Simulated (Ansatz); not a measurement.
# WC: the change of pressure with volume per atom

Periodic Kohn-Sham DFT of a crystal at fixed atoms; pressure and stress are positive in compression; the energy is the free energy less that of spherical unpolarised free atoms; site moments are those in the method's own spheres, positive along +z. The results are calculated, by Ansatz 0.2.0.

Cell of the first row (space group P-6m2, No. 187):
```
CELL_PARAMETERS angstrom
2.84130 0.00000 0.00000
-1.42060 2.46060 0.00000
0.00000 0.00000 2.77120
ATOMIC_POSITIONS crystal
W 0.00000 0.00000 0.00000
C 0.66667 0.33333 0.50000
```

Settings of every row: method all-electron PAW; functional PBEsol; relativity scalar; k mesh 13x13x12; filling fermi-dirac; smearing width 0.05 eV; nucleus gaussian.

Atom start moment: 0 on all atoms.

Limits: no spin-orbit coupling on heavy atoms.

```csv
row,volume per atom (Å³),pressure (GPa)
1,9.687,27.728
2,9.693,27.451
3,9.894,17.214
4,10.1,?
5,10.203,3.377
6,10.306,-0.772
7,10.409,-4.71
8,10.512,-8.448
9,10.718,-15.363
```

Question: what pressure should row 4 give?

Worked fit of pressure. Take u = (V_r/V)^(2/3) − 1 with V_r = 10.255 Å³ an atom, which is twice the finite (Eulerian) strain; such expansions in the strain, on which the Birch-Murnaghan equation of state is built, carry the rest volume and the bulk modulus. The shown rows have u = 0.03872, 0.03829, 0.02418, 0.00339, -0.0033, -0.00989, -0.01637, -0.02901. Least squares give pressure = 1.259 + 620.431 × u + 1644.27 × u² GPa; a straight line predicts inner rows, each left out in turn, worse (root mean square 0.75 against 0.02 GPa). The rows lie off it by -0.019, 0.025, -0.008, -0.004, -0.001, 0.006, 0.009, -0.007 (root mean square 0.012 GPa). The pressure vanishes at u = -0.0020, or V = 10.29 Å³ an atom, and there the bulk modulus at fixed shape and fractions is B = −V dP/dV = (2/3)(1 + u) dP/du = 408 GPa. Letting shape and atoms relax would as a rule lower it, by much in layered, chain or molecular crystals. The withheld row has u = 0.01021, so the fit gives 1.259 + 620.431 × (0.01021) + 1644.27 × (0.01021)² = 7.765 GPa.

The calculation gave 7.75 GPa. The fit lies 0.015 GPa (0.035 % of the column's range) above it; its largest miss of a shown row is 0.025 GPa.
